## Question

In a zincblende crystal of a group 13 and a group 15 element, each atom has four neighbours of the other kind. The oxidation state of the group 13 atom is +3, since it has three valence electrons to give. Its Bader charge is the number of electrons it has lost, found by counting those left inside the region that belongs to the atom when space is divided along the surfaces where the electron density is lowest on the way from one atom to the next.

The Pauling electronegativities of the two elements differ by 0.37 in GaAs and by 0.24 in GaSb. Estimate the Bader charge of gallium in both by hand, and say which estimate deserves more trust.

## Model answer

The electrons of each bond lie closer to the more electronegative atom, and the further they lean, the more electrons gallium loses. The loss can't grow in step with the electronegativity difference $D$ for ever. Each electron that leaves makes the rest more tightly held, and there are only three to give. A simple rule with this behaviour sets electrons lost over electrons kept equal to $D$:

$$\frac{q}{3-q}=D \quad\Rightarrow\quad q=\frac{3D}{1+D}$$

Here $q$ is the charge of the group 13 atom in units of $e$. It is zero for equal electronegativities and approaches +3 when $D$ is very large.

For GaAs, $q = 3\times0.37/1.37 = 0.81$. For GaSb, $q = 3\times0.24/1.24 = 0.58$. Both lie far below the +3 of a complete transfer, because the bonds are shared and only lean towards the anion.

GaAs deserves more trust. At small $D$ the rule leaves out something that simple counting reveals. The two atoms bring three and five electrons to four bonds, eight in all. If the bonds were shared evenly, gallium would hold four electrons, one more than it brought. Some of the pull of the anion is therefore spent on merely making gallium neutral, and the rule should come out too high where that pull is weak.

The computed charges allow both estimates to be checked.

Zincblende crystals (space group F-43m) of a group 13 element (site A) and a group 15 element (site B), each relaxed with its symmetry kept. Ansatz 0.2.0, r2SCAN, plane-wave PAW, scalar-relativistic, no spin polarisation, cutoff 500 eV, Gaussian smearing. Bader charges are positive for atoms that have lost electrons.

```csv
formula,element on site A,Z A,element on site B,Z B,difference of Pauling electronegativities,volume per atom (Å³),shortest distance (Å),k mesh,smearing width,"Bader charge, site A (e)","Bader charge, site B (e)"
BAs,B,5,As,33,0.14,13.68,2.071,10×10×10,0.02 eV,0.21,-0.21
GaN,Ga,31,N,7,1.23,11.37,1.948,10×10×10,0.02 eV,1.64,-1.64
GaP,Ga,31,P,15,0.38,20.24,2.360,8×8×8,0.02 eV,0.91,-0.91
GaAs,Ga,31,As,33,0.37,22.74,2.454,8×8×8,0.02 eV,0.76,-0.76
GaSb,Ga,31,Sb,51,0.24,28.82,2.655,10×10×10,0.02 eV,0.37,-0.37
InP,In,49,P,15,0.41,25.77,2.558,8×8×8,0.02 eV,0.97,-0.97
InAs,In,49,As,33,0.4,28.49,2.645,10×10×10,0.01 eV,0.84,-0.84
```

GaAs comes out at 0.76 e, close to the estimate. GaSb has only 0.37 e, so its estimate is more than half too high.

## Remarks on the reasoning

**Why the rule bends.** Six of the crystals have $D$ between 0.14 and 0.41, and among them a straight line with two fitted constants describes the charge better than the rule, with a root-mean-square error of 0.06 e against 0.12 e. Part of that lead comes from fitting: when each crystal is predicted from the other five, the line's error grows to 0.10 e. Continued to GaN, that line asks gallium to give up 3.2 electrons, more than its three valence electrons. The rule, with its one constant fitted to the same six crystals, gives 1.65 e for GaN against a computed 1.64 e. The constant came out as 1.00, which is why none appears in the formula.

**What this agreement is worth.** GaN took no part in the fit, whereas both worked examples did. It is a single crystal, however, and the form of the rule was chosen with these charges in view. The fitted constant is also uncertain by 0.08, which shifts the estimate for GaN by about 0.06 e, so a match as close as this one is partly luck. No crystal here has $D$ between 0.41 and 1.23, so the path of the curve there is untested. The choice of cations is narrow too, with no aluminium and with boron only in BAs. In aluminium compounds and in boron nitride the Bader charges are expected to lie well above the rule, so it shouldn't be carried over to them.

**An analogy.** The formula has the shape of the Langmuir isotherm for a gas on a surface, where occupied sites over empty sites equal pressure over a constant. There too the response is steep at first and flattens as the supply of sites runs out. The likeness ends with the shape: Langmuir's law follows from an equilibrium of independent sites, while electrons in a crystal aren't independent and the rule for them is an interpolation.

**Accuracy.** Over all seven crystals the root-mean-square error is 0.11 e; giving each of them the mean charge would miss by 0.43 e. Where $D$ exceeds 0.3, every estimate lies within 0.10 e of the computed charge. The two crystals below that, BAs and GaSb, both come out too high, by 0.16 and 0.21 e. The counting argument, made with these charges known, gives this direction but not the size. By itself it would put the larger error at BAs, where the pull is weaker, yet GaSb has it. The table therefore doesn't prove that this is the cause.

**Close neighbours.** The rule gives the right order for larger steps, such as antimony to arsenic to nitrogen beside gallium, where a stronger pull gives a larger charge. The size of a step can still be poor: from antimony to arsenic the rule gives 0.23 e and the calculations 0.39 e. Between phosphorus and arsenic, whose Pauling values are almost equal, the step comes out far too small: GaP has 0.15 e more charge than GaAs, while the rule allows 0.02 e. When the cation changes as well, even the order can go wrong, for the rule puts InAs slightly above GaP and the calculations put it below. The runs for BAs and GaP used a different choice of atomic datasets from the other five, so both comparisons with GaP mix two choices, and the effect of that hasn't been tested. It is unlikely to be the main reason for the poor step between phosphorus and arsenic, since InP and InAs share one choice and still differ by 0.13 e, where the rule again allows only 0.02 e.

**Which charge is meant.** The estimate holds for Bader charges only. Loewdin charges, which assign electrons by their overlap with atomic orbitals, make boron in BAs negative, at −0.57 e, where Bader's division gives +0.21 e. In such a weakly polar crystal even the sign depends on how the electrons are assigned to the atoms. An estimate from the rule should therefore be compared only with other Bader charges.

The printed analysis below gives the estimate for each crystal and the two fits.

Numerical output:

```
Rule against computed Bader charge:
   row  lost/kept  rule (e)  rule less computed (e)  miss (%)  Pauling ionic character x 3 (e)  anion share of 8 valence electrons (%)
   BAs    0.07527    0.3684                  0.1584     75.44                          0.01466                                   65.12
   GaN      1.206     1.655                 0.01471    0.8969                           0.9448                                      83
   GaP     0.4354    0.8261                -0.08391    -9.221                           0.1064                                   73.88
  GaAs     0.3393    0.8102                 0.05022     6.608                           0.1009                                      72
  GaSb     0.1407    0.5806                  0.2106     56.93                          0.04289                                   67.12
   InP     0.4778    0.8723                -0.09766    -10.07                           0.1235                                   74.62
  InAs     0.3889    0.8571                 0.01714     2.041                           0.1176                                      73
fit of ratio on 6 rows (chi_difference < 1): coefficient of chi_difference 1 +/- 0.081; rms 0.0616, worst GaSb 0.0994, leave-one-out rms 0.0717
  rows outside the fit (model, value, miss): GaN 1.23, 1.206, 0.0244
fit of bader_charge_A on 6 rows (chi_difference < 1): constant -0.2288 +/- 0.1, coefficient of chi_difference 2.801 +/- 0.29; rms 0.0586, worst GaP -0.0746, leave-one-out rms 0.103
  rows outside the fit (model, value, miss): GaN 3.216, 1.64, 1.58
rms miss of the rule over all rows (e): 0.1128
largest miss of the rule where the difference is above 0.3 (e): 0.09766
rms miss of Pauling ionic character times three (e): 0.6489
rms miss if every row is given the mean charge (e): 0.4278
GaN charge from the rule with its constant fitted to the other six rows (e): 1.655
GaN charge from the straight line through the other six rows (e): 3.216
computed charge of GaP less GaAs (e): 0.15
computed charge of InP less InAs (e): 0.13
the same step GaP less GaAs by the rule (e): 0.01587
change of the GaAs estimate if the difference is raised by 0.05 (e): 0.0771
Loewdin charge of B in BAs (e): -0.5738
Loewdin charge of Ga in GaP (e): 0.0726
Loewdin charge of Ga in GaAs (e): 0.0939
```
